Thermodynamic and quantum limit of a barrier-controlled binary switch: reliability regimes and channel materials

1. Model and conventions

One electron of effective mass m sits in the left or right of two wells (source and drain), and its position is the bit. A gate raises a barrier between the wells (hold) or removes it (switch). Barrier height Eb, counted from the lowest level of the well; width a; rectangular unless stated. Motion is one-dimensional and the statistics are Boltzmann. kT is the thermal energy, 0.02585 eV at 300 K; m0 is the free-electron mass. Each switching event is assumed to dissipate Eb, because the barrier electrode is charged and discharged irreversibly. Table entries come from unrounded intermediates. The basic form of the argument is due to Zhirnov, Cavin, Hutchby and Bourianoff (2003).

2. Thermal condition

Flux onto the barrier per energy interval: v dp = dE, so the incident electrons are distributed as exp(−E/kT) dE/kT for any dispersion. With transmission D(E), the error probability per trial is

(1) p = ∫₀^∞ D(E) exp(−E/kT) dE/kT.

Classical barrier: D = 0 below Eb, D = 1 above. Then p = exp(−Eb/kT), or

(2) Eb = kT·L, L = ln(1/p).

At p = 1/2 the information 1 + p log₂p + (1−p) log₂(1−p) left in the bit is zero. Hence Eb = kT ln 2 = 0.0179 eV at 300 K is the height at which the states cease to be distinguishable: a floor, at which nothing works yet. It equals Landauer's (1961) minimum heat of erasure, but the two statements differ. A barrier can in principle be moved slowly without dissipating Eb, so the power figures below rest on the dissipation assumption of section 1.

3. Uncertainty estimates

Convention: Δx Δp ≈ ħ and ΔE Δt ≈ ħ (the strict bound on Δx Δp is ħ/2). An electron with Δp above √(2mEb) is not held by the barrier, and the energy at hand for switching is Eb:

(3) xmin = ħ/√(2mEb) = 1/κ0, tmin = ħ/Eb, Pu = Eb/(xmin² tmin) = 2m Eb³/ħ³,

with one switch per area xmin², all switching all the time. κ0 is the decay constant at the bottom of the barrier. Thermal units:

(4) λ = ħ/√(2m kT), τ0 = ħ/kT, P0 = kT/(λ²τ0) = 2m(kT)³/ħ³,
xmin = λ/√L, tmin = τ0/L, Pu = P0 L³.

For m0 and 300 K: λ = 1.214 nm, τ0 = 25.5 fs, P0 = 11.0 MW/cm². At L = ln 2: xmin = 1.46 nm, tmin = 37 fs (0.04 ps), density 4.7×10¹³ cm⁻², Pu = 3.7 MW/cm².

The prefactors are conventions. Sharper time: two wells coupled with splitting Δ transfer the electron as sin²(Δt/2ħ), complete at πħ/Δ, with mean energy Δ/2 above the ground state. Setting Δ/2 = Eb gives πħ/(2Eb) = 58 fs, the Margolus–Levitin (1998) bound.

What a = xmin means: the WKB transmission at E = 0 is exp(−2κ0a) = exp(−2) = 0.135, and the exact one at E = Eb/2 is 1/cosh²(1/√2) = 0.63. A square well of width xmin and depth V, with xmin formed from V, has its ground level from z tan z = √(z0² − z²), z0 = 1/2, at (z/z0)² = 0.81 of the depth. So (3) marks where barrier and well stop acting. It matches p of order one and no smaller p.

4. How small p must be

N gates, each exposed to f independent trials per second for Y = 10 years = 3.16×10⁸ s. Expected number of faults: N f Y p. One expected fault (probability 0.37 of none) means

(5) L = ln(N f Y).

With N = 10¹⁰, p = 10⁻²⁵ corresponds to f = 3.2×10⁶ s⁻¹ per gate: L = 57.6, Eb = 1.488 eV. If every gate is sampled at 1 GHz, that p leaves 316 faults, and one fault needs p = 3.2×10⁻²⁸. If the electron has to stay put and attacks the barrier at the transition-state rate kT/h = 6.25×10¹² s⁻¹, p = 5.1×10⁻³². Five regimes:

A: p = 1/2, the floor.
B: p = 10⁻⁵, an illustrative off/on current ratio of a transistor (barrier removed in the on state, non-degenerate source).
C: p = 10⁻²⁵.
D: (5) with f = 1 GHz.
E: (5) with f = kT/h, storage.

5. Tunnelling at the same p

Require the WKB transmission at E = 0 to equal p as well: 2κ0a = L. With (2) and (4),

(6) a = ħL/(2√(2mEb)) = λ√L/2, a/xmin = L/2.

Intermediate energies: with u = E/Eb the exponent in (1) is L[u + √(1−u)]. It is concave in u and equals L at both ends, so it exceeds L in between. The sub-barrier part of (1), with w = √(1−u) and the symmetry w ↔ 1−w, is

(7) exp(−L)·I, I = L ∫₀¹ exp[−L w(1−w)] dw,

and the total is (1 + I) exp(−L). I = 2.08 for C and 2.5 for B. To restore p, L grows by about ln(1 + I) = 1.1 and 1.3, and a by 1 and 5 per cent. The exact thick-barrier prefactor 16u(1−u) replaces the leading 2 in I by 64/L, 1.1 for C, again of order one. These corrections are dropped below.

Barrier shape matters more. For V = Eb(1 − 4x²/a²) the WKB exponent is (π/4)·2κ0a·(1−u), so the base width for the same p is (4/π)a = 1.27a. At that width the exponent of (1) equals L for all u and the prefactor is 1 + L; its logarithm is 4.1 for C (7 per cent of L) and 2.5 for B (22 per cent).

Time: the electron has to cross a. Its fastest speed is v = √(2Eb/m), giving

(8) ttr = a/v = ħL/(4Eb) = τ0/4,

free of m and L, 6.4 fs at 300 K. It exceeds tmin for L > 4 and πħ/(2Eb) for L > 2π, so it governs B to E. Power density:

(9) P = Eb/(a² ttr) = 16 P0 = 32 m (kT)³/ħ³,

independent of L: the energy grows as L and the area as L. Order-one factors left out: uniform acceleration from rest doubles ttr; a well as wide as the barrier (z0 = L/4, ground level at 0.010 of the depth for C) doubles the pitch and divides P by 4. Power densities are therefore good to an order of magnitude.

Table 1. Regimes, m = m0, 300 K. Lengths nm, times fs, powers MW/cm².

regime   L      Eb/eV    xmin   tmin   Pu        a     ttr   P
A        0.693  0.0179   1.46   37     3.7       –     –     –
B        11.5   0.298    0.36   2.2    1.7×10⁴   2.1   6.4   177
C        57.6   1.488    0.16   0.44   2.1×10⁶   4.6   6.4   177
D        63.3   1.637    0.15   0.40   2.8×10⁶   4.8   6.4   177
E        72.1   1.863    0.14   0.35   4.1×10⁶   5.2   6.4   177

Trend.
- Inserting a reliable Eb into (3) makes the switch smaller and faster, down to atomic size. This is an artefact: such a barrier (κ0a = 1) has a WKB factor of only exp(−2) = 0.135. Its exact transmission 1/[1 + sinh²(√(1−u))/(4u(1−u))] vanishes as E → 0 but is 0.048 at E = kT in regime C (u = 1/L), a few per cent and far above p. For C, (3) is short by L/2 = 29 in length and L/4 = 14 in time and high by L³/16 = 1.2×10⁴ in power.
- With tunnelling held to the same p, reliability costs length as √L and energy as L.
- The counting of trials enters through a logarithm. From C to E the number of trials rises by 2.0×10⁶, Eb by 25 per cent, a by 12 per cent.

6. Temperature

At fixed L: Eb ∝ T, a ∝ T^(−1/2), ttr ∝ 1/T, P ∝ T³.

Table 2. Regime C, m = m0.

T/K    Eb/eV   a/nm   ttr/fs   P/(MW/cm²)
77     0.382   9.1    25       3.0
300    1.488   4.6    6.4      177
358    1.776   4.2    5.3      300

Cooling buys a lower P with a larger and slower switch. It saves no energy overall: an ideal refrigerator spends Eb(Ta − T)/T to lift the heat Eb to ambient Ta, and the total is Eb Ta/T = kTa·L.

7. Materials: mass and gap

Two band parameters enter.

(i) Ceiling. In a homojunction channel with Eb ≥ Eg the valence band under the gate reaches the conduction-band edge of source and drain, and interband tunnelling opens a path through the barrier. So L < Lmax = Eg/kT.

(ii) Non-parabolicity. Take the two-band (Kane–Franz) form E(1 + E/E*) = ħ²q²/2m for wave number q. Continued to a depth ε below the band edge it gives κ² = 2mε(1 − ε/E*)/ħ². Above the edge v = ħq/[m(1 + 2E/E*)]. κ(ε) is still concave, so the end points still control (1). With η = Eb/E* and a0 the parabolic width (6):

(10) a = a0/√(1−η), ttr = (τ0/4)(1 + 2η)/√(1−η²), P = 16 P0 (1−η)√(1−η²)/(1 + 2η),

where a0 ∝ m^(−1/2) and P0 ∝ m.

Inputs, typical values near 300 K: mass of the lowest and lightest conduction valley, gap Eg, and E* = Eg for the materials whose conduction minimum is treated as two-band. Si is indirect: transverse mass, and E* = 2.0 eV from a typical non-parabolicity of 0.5 eV⁻¹. For monolayer MoS₂ an approximate quasiparticle gap on a dielectric.

Table 3. Regime B, Eb = 0.298 eV, 300 K.

material   m/m0    Eg/eV  Lmax  η     a0/nm  a/nm  ttr/fs  P/(MW/cm²)
InAs       0.023   0.35   14    0.85  14     35    33      0.12
GaAs       0.067   1.42   55    0.21  8.0    8.9   9.2     6.4
Si         0.19    1.12   43    0.15  4.7    5.1   8.4     22
GaN        0.20    3.4    132   0.09  4.6    4.8   7.5     27
β-Ga₂O₃    0.28    4.8    186   0.06  3.9    4.0   7.2     41
MoS₂       0.45    2.2    85    0.14  3.1    3.3   8.2     54

Table 4. Regime C, Eb = 1.488 eV, 300 K.

material   η     a0/nm  a/nm  ttr/fs  P/(MW/cm²)
GaN        0.44  10.3   14    13      9.5
β-Ga₂O₃    0.31  8.7    10    11      20
MoS₂       0.68  6.9    12    20      8.0

InAs, GaAs and Si drop out of Table 4: Eb/Eg = 4.3, 1.05 and 1.33. All entries are the model's values for these inputs. Known biases: upper valleys lie within 1.5 eV of the band edge in MoS₂ and probably in GaN, so the speeds in Table 4 are overestimated and ttr is a lower bound. Confinement in a thin InAs body raises m and Eg and shortens a; the bulk entry at η = 0.85 is the most sensitive in Table 3.

Trend.
- Length goes as [m(1−η)]^(−1/2). In B the mass dominates the order. From MoS₂ to InAs it gives a factor 4.4, and the small gap of InAs raises this to 11. Light-mass channels reach the tunnelling limit first.
- Time has no explicit mass: a lighter electron is faster as m^(−1/2) and needs a barrier wider by the same factor. Differences in ttr come from η alone, so the widest gap is the fastest.
- Power follows m times a decreasing function of η. A low P here signals a large cell, since Eb is the same down each table.
- The order changes with L. m(1−η)/m0 is 0.39 (MoS₂) against 0.26 (β-Ga₂O₃) in B, and 0.15 against 0.19 in C. The two cross at Eb = 1.16 eV, L = 45. A heavy mass wins at modest reliability, a wide gap at high reliability.
- One electron in Si at 300 K cannot reach C: Lmax = 43 gives p > 1.5×10⁻¹⁹. With Eg held at its 300 K value, Eb < Eg needs T < 226 K. At 77 K, η = 0.19 and a = 23 nm in the model.

Trading energy for length. Equation (2) is a lower bound, and a taller barrier shortens a = L/(2κ). In the two-band form κ peaks at ε = E*/2, where κ² = mE*/(2ħ²). GaN in regime B with Eb = 1.7 eV: κ = 2.11 nm⁻¹, a = 2.7 nm in place of 4.8 nm, at 5.7 times the energy. Extreme case, a fixed oxide barrier for storage: Si/SiO₂ with a typical offset of 3.1 eV (120 kT) and an illustrative parabolic tunnelling mass 0.5 m0 has κ = 6.38 nm⁻¹, and regime E asks for a = 5.6 nm in the model. Thermal hopping is then irrelevant and tunnelling alone sets the thickness.

8. Heat removal

At clock f with all switches active and one switch per a²,

(11) Eb f/a² = 4 kT f/λ² = 8m(kT)² f/ħ²,

again free of L. For m0, 300 K and 1 GHz: 1.1 kW/cm². The 10¹⁰ gates of regime D dissipate 2.6 W on 0.23 mm². An illustrative cooling capacity of 100 W/cm² allows 89 MHz at full density, or a fraction 5.7×10⁻⁷ of the rate 1/ttr. In general density × rate ≤ cooling capacity/Eb, 4.2×10²⁰ cm⁻² s⁻¹ for C. The minimum size and the minimum time cannot be used together; heat removal binds long before either.

9. How CMOS reaches 10⁻²⁵ with a 0.3 eV barrier

The bit is the charge on a node capacitance Cn tied to a rail through an on transistor, and one electron crossing the off barrier is leakage, which the on transistor makes up. The node voltage has Gaussian equilibrium noise of variance kT/Cn. For supply V and margin V/2,

(12) p = ½ erfc(z/√2), z² = Cn V²/(4kT).

p = 10⁻²⁵ gives z = 10.42. The energy per transition is Cn V²/2 = 2z² kT = 217 kT = 5.6 eV, 3.8 times the single-electron Eb of C. At an illustrative V = 0.7 V: Cn = 3.7 aF, 16 electrons, few enough for the continuous Gaussian to be only a fair approximation. The two demands separate. The channel barrier needs only regime B, which fits within the Si gap, and the reliability is carried by the node energy. The factor near 4 arises because the exponent of (12) is Cn V²/(8kT), a quarter of the dissipated energy over kT, less a logarithmic correction.

10. The model against typical devices

All numbers above are the model's. As typical knowledge: leading Si logic has gate lengths near 15 nm, loaded delays of a picosecond or more, and switching energies of some hundreds of eV with wiring; floating-gate tunnel oxides are about 7 to 8 nm. The model's 5.1 nm for Si is thus short by a factor of about 3, because it omits electrostatics (drain-induced barrier lowering, body and oxide thickness) and the rounded barrier. Its 8.4 fs and 5.6 eV are low by two orders of magnitude or more, because it omits wire capacitance, fan-out, scattering and threshold variability. Its 5.6 nm oxide is thin by roughly a quarter, because trap-assisted leakage is absent. The Si and oxide numbers thus lie below typical devices. The results hold under the conditions of the model. The channel lengths and times belong to the smallest barrier Eb = kT·L, and a taller barrier gives a shorter a at the same p (GaN, 2.7 nm against 4.8 nm). The bulk InAs length misses on the long side, because confinement in a thin body shortens it. The energies and powers hold under the irreversible-charging assumption of section 1, which slow operation can in principle avoid.